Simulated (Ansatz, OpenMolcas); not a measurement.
# C2H6AlF (SMILES [CH3][Al]([CH3])[F]): methods side by side

C2H6AlF: 10 atoms, total charge 0, spin state singlet. SMILES: `[CH3][Al]([CH3])[F]`. The shape is that of a PBE0-D4/def2-TZVP optimisation.

Each level gives the vertical ionisation energy (to the doublet cation) (eV). The values are calculated.

| level | kind | program | value (eV) | less CCSD(T)/def2-SVP | CPU time (all runs) |
| --- | --- | --- | --- | --- | --- |
| HF/def2-SVP | Hartree–Fock | OpenMolcas | 9.69 | -0.48 | 29 s |
| SVWN5/def2-SVP | LDA | OpenMolcas | 9.88 | -0.29 | 96 s |
| M06-L/def2-SVP | meta-GGA | OpenMolcas | 9.94 | -0.23 | 3.1 min |
| M06-2X/def2-SVP | hybrid meta-GGA | OpenMolcas | 10.28 | +0.11 | 2.3 min |
| r2SCAN0/def2-SVP | hybrid meta-GGA | Ansatz | 10.12 | -0.05 | 33 s |
| wB97X/def2-SVP | range-separated hybrid | Ansatz | 10.31 | +0.14 | 1.8 min |
| B2PLYP/def2-SVP | double hybrid | Ansatz | 10.09 | -0.08 | 34 s |
| RPA@PBE0/def2-SVP | RPA | Ansatz | 10.09 | -0.08 | 31 s |
| MP2/def2-SVP | perturbation theory | Ansatz | 10.31 | +0.14 | 9.9 s |
| CCSD(T)/def2-SVP, open shells restricted | coupled cluster or CI | OpenMolcas | 10.17 | 0.00 | 3.4 min |

CCSD(T)/def2-SVP, open shells restricted is the highest level here, not the true value. The values span 9.69 to 10.31 eV. Times are those of the runs behind each value, whatever else they computed, on shared processors of several kinds: orders of magnitude only.

Hartree–Fock gives the lowest ionisation energy, 0.48 eV below the coupled-cluster value, probably because the neutral molecule has an electron pair whose correlation is lost on ionisation. MP2 more than makes up this deficit and ends 0.14 eV too high, so the correlation contribution is substantial but overestimated at second order. r2SCAN0, B2PLYP and RPA all lie within 0.08 eV of the reference, while the two semi-local functionals fall below it and M06-2X and wB97X above.

The electron removed probably comes from the Al–C σ bonds rather than from fluorine. These bonding pairs are polarised towards carbon but held less tightly than the lone pairs of the much more electronegative fluorine. Ionisation should therefore weaken the bonds to the methyl groups more than the Al–F bond.

The close agreement of r2SCAN0 with coupled cluster for this one molecule may owe something to error cancellation, and it doesn't establish convergence with basis size, since the correlation part of an ionisation energy usually grows as the basis is enlarged.
